An energy level of a crystal belongs to a wave vector, which fixes how the phase of the electron wave changes from one cell to the next. The table gives four filled and two empty levels at seven wave vectors of cubic HfO₂, from one density-functional calculation with the PBE functional. The columns "level under 1" and "level over 1" hold the highest filled and the lowest empty level, and the highest filled level on the whole mesh is the zero. The columns "point b" and "point c" locate the wave vector, and "level point" numbers it.

JDFTx 1.7.0 (patched build), PBE with PseudoDojo SR 0.5 standard pseudopotentials, no spin polarisation or spin-orbit coupling: cubic HfO₂, 9×9×9 k mesh, wave cutoff 1142.88 eV, Fermi-Dirac smearing 0.05 eV. Points are in reciprocal vectors of the 3-atom cell, with point a = 0 in every row; levels are counted from the highest filled level on the mesh.

| point b (reciprocal cell vector) | point c (reciprocal cell vector) | level point (row) | level under 4 (eV) | level under 3 (eV) | level under 2 (eV) | level under 1 (eV) | level over 1 (eV) | level over 2 (eV) |
| --- | --- | --- | --- | --- | --- | --- | --- | --- |
| 0.0000 | 0.0000 | 1 | -5.124 | -0.546 | -0.546 | -0.546 | 3.924 | 3.924 |
| 0.0000 | 0.2222 | 2 | -4.022 | -1.692 | -1.213 | -1.213 | 4.528 | 4.528 |
| 0.0000 | 0.4444 | 3 | -2.899 | -2.668 | -1.731 | -1.731 | 4.632 | 4.632 |
| 0.1111 | -0.1111 | 4 | -4.282 | -1.624 | -1.319 | -0.516 | 4.240 | 4.524 |
| 0.2222 | -0.2222 | 5 | -3.204 | -2.451 | -2.444 | -0.604 | 4.367 | 5.142 |
| 0.3333 | 0.3333 | 6 | -4.036 | -1.616 | -0.886 | -0.886 | 4.236 | 5.019 |
| 0.4444 | -0.4444 | 7 | -3.321 | -1.592 | -1.400 | 0.000 | 3.985 | 5.457 |

The points don't form a single path. Point 1 is Γ, where every cell has the same phase; points 2 and 3 lead towards L, points 4, 5 and 7 towards X by way of K, and point 6 lies on the straight line from Γ to X. The distance between filled and empty levels is smallest near X, 3.985 eV at point 7, and widest near L, 6.363 eV at point 3. From Γ to point 3 the highest filled level falls by 1.19 eV, while the lowest empty level rises by only 0.71 eV. The filled side therefore deserves attention first.

The upper filled levels consist mainly of oxygen 2p orbitals, and the oxygen atoms form a simple cubic lattice. At Γ the p orbitals of the highest level all point the same way with the same sign. Neighbours in line with the orbital then meet with lobes of opposite sign, which is antibonding and raises the energy. Neighbours at its side meet with lobes of equal sign, which is bonding and lowers the energy a little.

At X the phase along the orbital is unchanged, but it reverses from one sideways neighbour to the next. Both kinds of contact are now antibonding, so the highest filled level lies above its value at Γ. At L the phase turns by a quarter of a cycle at each step between oxygen neighbours. The contributions from opposite sides cancel, and the level falls back towards the middle of the oxygen band.

This picture gives a short formula. Two opposite neighbours whose phases differ from that of the central atom by $+\varphi$ and $-\varphi$ together contribute a term proportional to $\cos\varphi$. The highest filled level is then

$$E = E_0 + A\,c + B\,s,$$

where $c$ is the cosine for the step along the orbital, $s$ is the sum of the two sideways cosines, and $E_0$ is the energy that remains when all the cosines vanish. The angle $\varphi$ is $\pi$ times the component of the wave vector along the step, in units of $2\pi/a$, with $a$ the edge of the cubic cell. In these units the components are $b+c'$, $c'-b$ and $b-c'$, where $b$ and $c'$ stand for the columns "point b" and "point c".

The three constants were fitted to the highest filled level at all seven points, which gave $E_0=-1.99$, $A=1.53$ and $B=-0.16$ eV. At point 7, $c=1$ and $s=-1.88$, so the estimate is $-1.99+1.53+0.30=-0.16$ eV, against a computed value of zero. At Γ, where $c=1$ and $s=2$, the same steps with unrounded constants give $-0.77$ eV, against $-0.546$ eV. The model thus has X above Γ by about the right amount, though both points were part of the fit.

The typical error of the fit is 0.2 eV, but it grows to about 0.5 eV when each point is predicted from the other six. The constant $A$ rests on points 2 and 3 alone, and $B$ is uncertain by half its size. The constants are therefore a guide to signs and rough sizes, not measured bond strengths. The printed output after this text lists the estimates point by point.

Point 6 shows what the oxygen lattice leaves out. It lies two thirds of the way from Γ to X, yet its highest filled level is at $-0.886$ eV, lower than at either end. This level is a pair, formed by the two p orbitals that stand crosswise to the line. The single orbital along the line, which will be the highest at X, is still the third level here.

The crosswise pair can be followed along the whole line. It starts at Γ as part of the threefold level at $-0.546$ eV, passes through $-0.886$ eV at point 6, and very probably ends near X as the second and third filled levels, at about $-1.5$ eV. Oxygen neighbours alone would keep it nearly level, and would even raise it slightly after Γ. Something else pushes it down, and more strongly towards X.

Symmetry points to the empty 5d orbitals of hafnium. A filled and an empty level that mix repel each other, so the filled one moves down. Each hafnium atom sits at the centre of a cube of eight oxygen atoms, and a d orbital keeps its sign when it is inverted through that centre. Only the part of the oxygen wave that does the same, its even part, can mix with it. In the oxygen model this part of the crosswise pair grows from nothing at Γ to three quarters at point 6 and nearly the whole wave near X. The calculation printed no orbital shares, so the mixing with hafnium is inferred from symmetry and the positions of the levels. At point 5 it makes up nearly half of the highest filled wave, which fits the small dip there on the way to X through K.

The highest level at Γ and the highest level at X are both purely odd, so they escape this push. The opposite limit is the lower threefold level at Γ, which is purely even. The oxygen model, which was not fitted to this level, puts it at $-3.2$ eV, but the calculation gives $-5.124$ eV. The even share indicates where to expect a push, but not its exact size: the third level of point 6 has a share of only a quarter and still lies 0.7 eV below its estimate. Near L the share says little, since two oxygen waves of nearly equal energy can recombine there into a mainly odd and a mainly even one.

The empty side obeys the same rule in reverse, because mixing with filled oxygen levels pushes a hafnium level up. At Γ the lowest empty level is a pair of 5d orbitals that has no partner of the same symmetry among the oxygen 2s and 2p waves. Towards L such partners appear, which helps to explain why the pair rises there. Oxygen can't be the whole story, though. On the line from Γ to X one orbital of the pair never gains such a partner, yet at point 6 even the lowest empty level lies at 4.236 eV, above the pair at Γ. Direct coupling between hafnium atoms is a likely further cause. Near X the lowest empty level is again almost as low as at Γ; a plausible guess is that it, too, is a d orbital without an oxygen 2p partner.

The filled and empty levels thus lie closest near X, where the oxygen contacts are all antibonding and symmetry keeps the highest filled level almost free of the metal 5d orbitals. Among the seven points they lie farthest apart near L, where the oxygen contacts cancel and mixing with oxygen probably helps to lift the empty pair. The smallest gap on the mesh is 3.87 eV, between levels at two different points, only 0.11 eV below the direct distance at point 7. Its empty level belongs to none of the seven points and lies 0.05 eV below the pair at Γ, so the table doesn't show where the empty side is lowest. Since the mesh steps past X itself, that small difference doesn't settle whether the gap is direct. PBE also makes gaps too small, so the table is a better guide to the order of the levels than to the true insulating gap. Spin-orbit coupling, left out here, would split both threefold levels at Γ.

The analysis program printed:

```
fit of level_under_1 on 7 rows: constant -1.987 +/- 0.31, coefficient of along 1.533 +/- 0.34, coefficient of side -0.1588 +/- 0.082; rms 0.196, worst 0.3333 0.353, leave-one-out rms 0.487
fit of level_under_1 on 7 rows: constant -2.082 +/- 0.38, coefficient of along 1.528 +/- 0.42; rms 0.272, worst 0.4444 -0.554, leave-one-out rms 0.579
Model and distances (eV):
     row  lengthwise  sideways  even share  estimated top  estimate less computed  filled to empty  empty split
     0.0           1         2           0        -0.7711                 -0.2251             4.47            0
     0.0      0.7661     1.532      0.2752         -1.055                  0.1575            5.741            0
     0.0      0.1738    0.3476      0.4974         -1.776                 -0.0446            6.363            0
  0.1111           1     1.532      0.2066        -0.6968                 -0.1808            4.756        0.284
  0.2222           1    0.3476      0.4849        -0.5088                 0.09524            4.971        0.775
  0.3333           1    0.5002      0.7499         -0.533                   0.353            5.122        0.783
  0.4444           1    -1.879     0.05858        -0.1552                 -0.1552            3.985        1.472
Filled top near X above that at Gamma (eV): 0.546
Fall of the filled top from Gamma to row 3 (eV): 1.185
Rise of the lowest empty level from Gamma to row 3 (eV): 0.708
Correlation of model miss with even share: 0.8425
Lower threefold level at Gamma, oxygen-only estimate (eV): -3.203
Lower threefold level at Gamma, estimate less computed (eV): 1.921
Second and third filled level near X, oxygen-only estimate (eV): -0.5366
Second and third filled level near X, estimate less computed mean (eV): 0.9594
Third filled level of row 6, estimate less computed (eV): 0.713
Lowest empty level at Gamma above the mesh minimum (eV): 0.051
```
